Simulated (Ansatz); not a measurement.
# Gap of orthorhombic BaTiO3 (Amm2) under hydrostatic, biaxial and uniaxial strain with LDA, HSE06 and G0W0@LDA

Compressing BaTiO3 by 1.5 % along x removes three times as much volume as compressing it by 0.5 % along z. Yet the first strain leaves the gap almost where it was, and the second narrows it. If volume governed the gap, the order would be reversed.

The question matters wherever BaTiO3 is held under strain, because the gap bears on band offsets, leakage and the absorption edge. We follow the fundamental gap of the Amm2 phase over five strained cells, each measured against the unstrained cell at the same level of theory. The strains run from 2 % biaxial compression to 2 % hydrostatic expansion. No measured gap is listed, so the comparison is between strains and between levels.

## Computational details

Structures are measured cells from a diffraction database. Ansatz 0.2.0, plane waves with PAW (wavefunction cutoff 420 eV), no spin polarisation. Each strain is applied to the cell (the percentage is the linear strain of the axes named; hydrostatic means all three), the extent of the cell along the other Cartesian axes held, ions relaxed with LDA. Levels, all on every cell: semilocal functionals (gap from a band path, or from the mesh plus edge points), self-consistent hybrids (mesh plus edge points), and one-shot G0W0 by contour deformation with a screening cutoff of 140 eV and empty bands chosen to reach 140 eV, short of the basis limit, its correction on the mesh added to the start's gap over the zone. No spin-orbit coupling. The PAW files of Ansatz are those of its set soft_1.

Notes on method and selection:

- The G0W0 steps are scalar-relativistic: spin-orbit coupling is not in them.
- Band edges were sought on the mesh and at the high-symmetry points alone; a valley that lies between them, or moves off them under strain, can be missed.
- Runs that did not converge, have known faults or may not be shown are not listed, and runs on Ansatz's PAW sets soft_1 and soft_2 are kept to separate tables.

Columns:

- volume change (%): change of the cell volume from the unstrained cell.
- edges: k points of the valence and conduction edge (symmetry labels, or fractions of the reciprocal vectors of the cell).
- gap (eV): fundamental gap over the zone.

## Results

| member | level of theory | volume change (%) | edges | gap (eV) |
| --- | --- | --- | --- | --- |
| biaxial xy −2 % | LDA | −3.96 | A_0 to Γ | 2.08 |
| uniaxial x −1.5 % | LDA | −1.50 | A_0 to Γ | 2.19 |
| uniaxial z −0.5 % | LDA | −0.50 | A_0 to Γ | 2.16 |
| unstrained | LDA | 0.00 | A_0 to Γ | 2.18 |
| hydrostatic +1 % | LDA | 3.03 | (-0.5, -0.5, -0.5) to Γ | 2.28 |
| hydrostatic +2 % | LDA | 6.12 | A_0 to Γ | 2.37 |
| biaxial xy −2 % | HSE06 | −3.96 | A_0 to Γ | 3.62 |
| uniaxial x −1.5 % | HSE06 | −1.50 | (-0.5, -0.5, -0.5) to Γ | 3.74 |
| uniaxial z −0.5 % | HSE06 | −0.50 | A_0 to Γ | 3.69 |
| unstrained | HSE06 | 0.00 | (-0.5, -0.5, -0.5) to Γ | 3.72 |
| hydrostatic +1 % | HSE06 | 3.03 | A_0 to Γ | 3.82 |
| hydrostatic +2 % | HSE06 | 6.12 | A_0 to Γ | 3.92 |
| biaxial xy −2 % | G0W0@LDA | −3.96 | (-0.5, -0.5, -0.5) to Γ | 3.79 |
| uniaxial x −1.5 % | G0W0@LDA | −1.50 | (-0.5, -0.5, -0.5) to Γ | 3.94 |
| uniaxial z −0.5 % | G0W0@LDA | −0.50 | (-0.5, -0.5, -0.5) to Γ | 3.88 |
| unstrained | G0W0@LDA | 0.00 | (-0.5, -0.5, -0.5) to Γ | 3.92 |
| hydrostatic +1 % | G0W0@LDA | 3.03 | (-0.5, -0.5, -0.5) to Γ | 4.05 |
| hydrostatic +2 % | G0W0@LDA | 6.12 | (-0.5, -0.5, -0.5) to Γ | 4.18 |

Least-squares fits to the whole series, with x = volume change (%); R² and errors in the fitted variable (y, or ln y where the fit is in ln y):

| y | level of theory | members | fit | R² | rms residual | leave-one-out rms | the same for the mean of the others |
| --- | --- | --- | --- | --- | --- | --- | --- |
| gap (eV) | LDA | 6 | y = 2.195 + 0.02790 x | 0.96 | 0.019 | 0.024 | 0.11 |
| gap (eV) | HSE06 | 6 | y = 3.736 + 0.02863 x | 0.94 | 0.024 | 0.032 | 0.12 |
| gap (eV) | G0W0@LDA | 6 | y = 3.940 + 0.03743 x | 0.94 | 0.030 | 0.040 | 0.15 |

## Mechanism

Expansion widens the gap. From the unstrained cell to hydrostatic +2 %, it grows by 2.37 − 2.18 = 0.19 eV in LDA, 0.20 eV in HSE06 and 0.26 eV in G0W0. The straight line in volume follows the series far better than a constant would, with a leave-one-out error of 0.040 eV against 0.15 eV in G0W0. It still puts the two uniaxial members in the wrong order at every level.

A better variable is the sum of the strains along y and z, with x left out:

$$\Delta E_g \approx c\,(\varepsilon_y+\varepsilon_z)$$

We set $c$ from hydrostatic +2 % alone, where the sum is 4 %. In G0W0 this gives 0.26 / 4 = 0.065 eV per percent; HSE06 gives 0.050 and LDA 0.048. The other four strained cells then test the rule. In G0W0 it predicts −0.13, 0.00, −0.03 and +0.13 eV for biaxial xy, uniaxial x, uniaxial z and hydrostatic +1 %; the computed changes are −0.13, +0.02, −0.04 and +0.13 eV. The typical miss is about 0.01 eV at each level. We chose the variable after seeing the data, and only the uniaxial x member directly shows that x carries little weight.

The likely mechanism is the off-centre shift of Ti. At Γ in the cubic, centred structure, symmetry keeps the Ti 3d conduction edge from mixing with O 2p. A polar shift $u$ switches the mixing on and pushes the edge up by roughly $V^2/E_g$, with $V$ proportional to $u$. Stretching the plane in which Ti moves gives it room to shift further, so the gap opens. In the standard setting of Amm2 that plane is yz, with the polarisation along z; we assume that the Cartesian axes follow this setting. The Ti displacements, which would test the explanation, are not shown in the table.

## Where the trend breaks

Largest departures from the fit to the whole series:

| member | level of theory | gap (eV) | fit | computed − fit | in rms residuals |
| --- | --- | --- | --- | --- | --- |
| uniaxial x −1.5 % | LDA | 2.19 | 2.15 | +0.04 | 2.0 |
| uniaxial x −1.5 % | HSE06 | 3.74 | 3.69 | +0.05 | 1.9 |
| uniaxial x −1.5 % | G0W0@LDA | 3.94 | 3.88 | +0.06 | 1.9 |
| uniaxial z −0.5 % | G0W0@LDA | 3.88 | 3.92 | −0.04 | 1.4 |

Uniaxial x −1.5 % lies farthest from the volume line at all three levels, by +0.04 to +0.06 eV. In G0W0 the slope calls for a change of 0.03743 × (−1.50) = −0.06 eV from the unstrained cell, whereas the computed change is +0.02 eV. The likeliest reason is that this strain leaves the plane of the Ti shift untouched. The small rise itself is close to the printed resolution. Its sign would suit the stronger electrostatic splitting between O 2p and Ti 3d levels in a compressed crystal.

Uniaxial z −0.5 % lies 0.04 eV below the line in G0W0. About half of that is not specific to this strain: the line passes through 3.940 eV at zero volume change, 0.02 eV above the computed unstrained gap, partly because the x member pulls it up. The rest fits a compression acting along the polar axis, which should reduce the Ti shift.

The valence edge alternates between A_0 and the point given in fractions, but these are close neighbours. The alternation is therefore no move to a distant valley, and it does not explain either departure.

## Applications

**Can we compute the strain shifts in LDA and add one correction from the unstrained cell?**

For HSE06 the correction is 3.72 − 2.18 = 1.54 eV. Added to the LDA gaps, it reproduces every HSE06 gap to 0.01 eV, even though the LDA k mesh is denser.

For G0W0 the correction is 3.92 − 2.18 = 1.74 eV. At hydrostatic +2 % this gives 2.37 + 1.74 = 4.11 eV against 4.18 eV, which is 0.07 eV too low. At biaxial −2 % it gives 2.08 + 1.74 = 3.82 eV against 3.79 eV, which is 0.03 eV too high. LDA is therefore enough for the sign and rough size of a shift, but it understates the G0W0 response. G0W0 is itself an imperfect reference: without lattice vibrations, one-shot gaps of titanates tend to lie above measured ones.

**In the biaxial xy −2 % cell, which axis narrows the gap?**

We take G0W0 and assume that the effects of the axes add.

1. Compression along x by 1.5 % changes the gap by +0.02 eV, so 2 % should give about 0.02 × 2 / 1.5 = +0.03 eV.
2. The biaxial cell changes by 3.79 − 3.92 = −0.13 eV.
3. The y axis must then supply −0.13 − 0.03 = −0.16 eV, or 0.08 eV per percent.

The z axis gives the same figure, 0.04 / 0.5 = 0.08 eV per percent, though rounding makes that uncertain by about 0.02. If the effects do add, the narrowing comes from y.

## What to take away

Volume gives the general direction of the gap but is not enough to predict it when the strain is uniaxial. The summed strain along y and z does better over the range covered, from −2 % to +4 %. Every expanded cell here is hydrostatic and every compressed one is not, so hydrostatic compression and tension along a single axis remain untested.

These cells are also clamped along the unstrained axes. A film compressed in the xy plane would be free to lengthen along z, which should offset part of the narrowing found for the biaxial cell.

As for absolute values, LDA gaps are too small, as is usual for semilocal functionals. Spin-orbit coupling would lower the Ti 3d edge, and with it the gap, slightly; zero-point vibrations would lower the gap further. An optical onset can also lie below the fundamental gap because of electron–hole attraction.
